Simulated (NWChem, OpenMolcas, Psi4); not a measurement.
## How basis sets differ on CH2GeN (SMILES N#[C][GeH2])

The species is CH2GeN (5 atoms), meant as a doublet with charge 0. As SMILES, `N#[C][GeH2]`. The coordinates come from a PBE0-D4/def2-TZVP relaxation.

```jsonl
{"atom": "N", "x (Å)": "1.5907", "y (Å)": "-1.0293", "z (Å)": "1.2932"}
{"atom": "C", "x (Å)": "0.8384", "y (Å)": "-0.5359", "z (Å)": "0.5704"}
{"atom": "Ge", "x (Å)": "-0.3159", "y (Å)": "0.2414", "z (Å)": "-0.7401"}
{"atom": "H", "x (Å)": "-1.6589", "y (Å)": "-0.4980", "z (Å)": "-0.6959"}
{"atom": "H", "x (Å)": "-0.4043", "y (Å)": "1.7484", "z (Å)": "-0.4689"}
```

Each level gives the dipole moment (D). The values are calculated.

```
              level          kind     program  value (D)  CPU time
ROHF/ANO-R0 (sfX2C)  Hartree–Fock  OpenMolcas       1.93       3 s
      ROHF/ANO-S-MB  Hartree–Fock  OpenMolcas       4.34     5.1 s
         UHF/STO-3G  Hartree–Fock      NWChem       3.65      13 s
          UHF/3-21G  Hartree–Fock      NWChem       3.66      15 s
      UHF/def2-SVPD  Hartree–Fock        Psi4       3.97      17 s
```

All-electron rows without a relativistic Hamiltonian named are non-relativistic. The values span 1.93 to 4.34 D. Spin contamination of the reference (⟨S²⟩ at least 0.1 too high) touches UHF/STO-3G (up to 0.15 too high). Magnitudes only. Sets without polarisation functions give poor dipoles. Times are those of the runs behind each value, whatever else they computed, on shared processors of several kinds: orders of magnitude only.

The large dipole fits a germyl radical bearing a cyano group: the electropositive germanium gives up σ density to CN, and the C≡N bond is itself strongly polarised towards nitrogen. How much of this charge separation is recovered depends on how freely the atomic orbitals can adapt to the molecule. The two ROHF rows, both in minimal atomic natural orbital sets, give the extremes of 1.93 and 4.34 D. Their gap therefore doesn't come from the open-shell treatment, and scalar relativity is probably too weak in germanium to account for it. More likely, the fixed atomic contractions distribute charge differently between germanium and the cyano group.

UHF/def2-SVPD, with both polarisation and diffuse functions, offers the most credible Hartree–Fock value here, 3.97 D. The nearness of the 3-21G result probably owes something to error cancellation. Hartree–Fock usually exaggerates the polarity of nitriles, so correlation would probably lower the dipole. Without a larger flexible set, the basis-set limit remains open.
